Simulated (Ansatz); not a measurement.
**Telling isomers of C3H9Sn apart by their spectra**

These gas-phase data were calculated for one isomer of C3H9Sn at PBE0-D3(BJ)/def2-SVP (harmonic, unscaled wavenumbers; equilibrium rotational constants with average atomic masses):

- rotational constants: 5.824, 2.535, 1.962 GHz
- all wavenumbers above 1500 cm⁻¹: 3195, 3178, 3153, 3133, 3117, 3083, 3064, 3035, 1816
- dipole moment: 0.86 D (PBE0/def2-TZVPD)

Candidates:

(1) `C[CH2][SnH][CH3]`, a doublet
(2) `[CH3][Sn]([CH3])[CH3]`, a doublet

Task: Assign the data to one candidate and say why.

Result: Candidate (1). The band at 1816 cm⁻¹ lies where the Sn–H stretch is expected; (2) has no mode between 1650 and 2000 cm⁻¹.

The same quantities for all candidates:

|  | rotational constants (GHz) | wavenumbers above 1500 cm⁻¹ | dipole (D) | E above the lowest, PBE0-D3(BJ)/def2-SVP (kcal/mol) |
| --- | --- | --- | --- | --- |
| (1) | 5.824, 2.535, 1.962 | 3195, 3178, 3153, 3133, 3117, 3083, 3064, 3035, 1816 | 0.86 | 5.4 |
| (2) | 3.928, 3.928, 2.469 | 3192, 3192, 3192, 3173, 3173, 3173, 3060, 3060, 3060 | 0.33 | 0.0 |

Harmonic stretches to hydrogen usually lie a few per cent above observed fundamentals. Each candidate is one conformer. Open shells are spin-unrestricted. Atoms past krypton carry core potentials. Programs: Ansatz 0.2.0.

The Sn–H band is decisive because trimethylstannyl has hydrogen only on carbon. Tin's diffuse valence orbitals overlap less well with hydrogen 1s than carbon's do, giving a longer, softer bond. The lower force constant, not the mass of tin, puts the stretch at 1816 cm⁻¹, far below the C–H region.

The rotational constants support the assignment independently: three distinct values indicate an asymmetric top, whereas candidate (2) has two equal constants, as expected for three equivalent methyl groups around tin. Its C–H stretches also fall into tight groups, since methyl groups separated by a heavy atom barely couple.

The assigned isomer lies 5.4 kcal/mol above trimethylstannyl. Formally, the rearrangement exchanges an Sn–H and a C–C bond for an Sn–C and a C–H bond, and the strength of the new C–H bond probably accounts for much of the preference. This ordering doesn't weigh against the assignment, because spectra identify the species present, not the most stable one; how readily the two interconvert remains open.
